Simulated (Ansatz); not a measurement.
## TiH: the change of energy above lowest point and pressure with volume scale

All results are calculated (Ansatz 0.2.0). Free energy against uniform scaling of the volume at fixed shape and fractions; periodic cell, basis, potentials, k mesh and filling as listed.

The cell before it is scaled or strained (space group Fm-3m, No. 225):
```
CELL_PARAMETERS angstrom
0.00000 2.09660 2.09660
2.09660 0.00000 2.09660
2.09660 2.09660 0.00000
ATOMIC_POSITIONS crystal
Ti 0.00000 0.00000 0.00000
H 0.50000 0.50000 0.50000
```

Settings of every row: functional LDA; dispersion none; potentials PAW; wave cutoff 500 eV; density cutoff 2000 eV; k mesh 9x9x9; k shift 0x0x0; occupations gaussian; smearing width 0.1 eV; spin none.

Limits: coarse k mesh, up to 40 meV an atom off; minimum outside the range; the cell comes from a prototype or a list of computed structures and needn't be the stable phase.

| row | volume scale | V (Å³/atom) | energy above lowest point (meV/atom) | pressure (GPa) |
| --- | --- | --- | --- | --- |
| 1 | 0.9406 | 8.669 | 0 | -0.74 |
| 2 | 0.9703 | 8.942 | 5.3 | -5.38 |
| 3 | 1 | 9.216 | ? | ? |
| 4 | 1.0297 | 9.49 | 37 | -12.79 |
| 5 | 1.0594 | 9.764 | 61.5 | -15.73 |

Question: what energy above lowest point and pressure should row 3 give?

Worked fit of energy above lowest point. Take u = (V_r/V)^(2/3) − 1 with V_r = 9.216 Å³ an atom, which is twice the finite (Eulerian) strain; such expansions in the strain, on which the Birch-Murnaghan equation of state is built, carry the rest volume and the bulk modulus. The shown rows have u = 0.04164, 0.02033, -0.01934, -0.03778. Least squares give energy above lowest point = 17.98 − 809.1 × u + 9065 × u² meV/atom; a straight line predicts inner rows, each left out in turn, worse (root mean square 8.3 against 0.051 meV/atom). All shown rows lie on it to the printed digit. The withheld row has u = 0, so the fit gives 17.98 − 809.1 × (0) + 9065 × (0)² = 18.0 meV/atom.

The calculation gave 18 meV/atom. The fit meets it to the printed digit.

Worked fit of pressure. Take u = (V_r/V)^(2/3) − 1 with V_r = 9.216 Å³ an atom, which is twice the finite (Eulerian) strain; such expansions in the strain, on which the Birch-Murnaghan equation of state is built, carry the rest volume and the bulk modulus. The shown rows have u = 0.04164, 0.02033, -0.01934, -0.03778. Least squares give pressure = −9.371 + 186.74 × u + 491.1 × u² GPa; a straight line predicts inner rows, each left out in turn, worse (root mean square 0.45 against 0.022 GPa). The rows lie off it by 0.00, -0.01, 0.01, 0.00. The withheld row has u = 0, so the fit gives −9.371 + 186.74 × (0) + 491.1 × (0)² = -9.37 GPa.

The calculation gave -9.37 GPa. The fit meets it to the printed digit.
